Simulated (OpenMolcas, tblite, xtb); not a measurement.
## BN (SMILES B#N): the dipole moment, rung by rung

BN: 2 atoms, total charge 0, spin state triplet. SMILES: `B#N`. The coordinates come from a PBE0-D4/def2-TZVP relaxation.

```xyz
2

B     0.0000    0.0000   -0.0235
N     0.0000    0.0000    1.2919
```

Quantity: the dipole moment, in D. The values are calculated.

```json
{"level": "GFN1-xTB", "kind": "semi-empirical", "program": "tblite", "value (D)": "1.95", "CPU time": "under 2 s"}
{"level": "GFN2-xTB", "kind": "semi-empirical", "program": "xtb", "value (D)": "2.13", "CPU time": "under 2 s"}
{"level": "IPEA1-xTB", "kind": "semi-empirical", "program": "tblite", "value (D)": "1.35", "CPU time": "under 2 s"}
{"level": "UHF/cc-pVTZ", "kind": "Hartree–Fock", "program": "OpenMolcas", "value (D)": "2.70", "CPU time": "3.9 s"}
{"level": "USVWN5/cc-pVTZ", "kind": "LDA", "program": "OpenMolcas", "value (D)": "1.74", "CPU time": "13 s"}
{"level": "UPBE/cc-pVTZ", "kind": "GGA", "program": "OpenMolcas", "value (D)": "1.76", "CPU time": "18 s"}
{"level": "U-r2SCAN/cc-pVTZ", "kind": "meta-GGA", "program": "OpenMolcas", "value (D)": "2.04", "CPU time": "54 s"}
{"level": "UM06-2X/cc-pVTZ", "kind": "hybrid meta-GGA", "program": "OpenMolcas", "value (D)": "2.21", "CPU time": "2.7 min"}
```

The values span 1.35 to 2.70 D. Times are those of the runs behind each value, whatever else they computed, on shared processors of several kinds: orders of magnitude only.

All levels give triplet BN a sizeable dipole, but its magnitude depends strongly on the electronic treatment. Hartree–Fock gives the largest value, 2.70 D, while LDA and GGA nearly coincide at 1.74 and 1.76 D; r2SCAN and M06-2X fall between these limits, probably because the methods differ in how far they let electron density delocalise from nitrogen back towards boron.

The moment itself reflects a competition. Nitrogen's greater electronegativity polarises the σ and π bonds towards it, and its outward-pointing lone pair adds to that polarity. Opposing this, the singly occupied σ orbital in the triplet has much boron character and points away from the bond. The dipole is therefore a poor direct measure of ionic charge transfer.

The tight-binding results do not form a consistent group: GFN1-xTB and GFN2-xTB lie within the density-functional range, whereas IPEA1-xTB falls below it. Nothing here carries over to the low-lying closed-shell singlet, whose different σ and π occupation and strong multireference character could change the moment substantially.
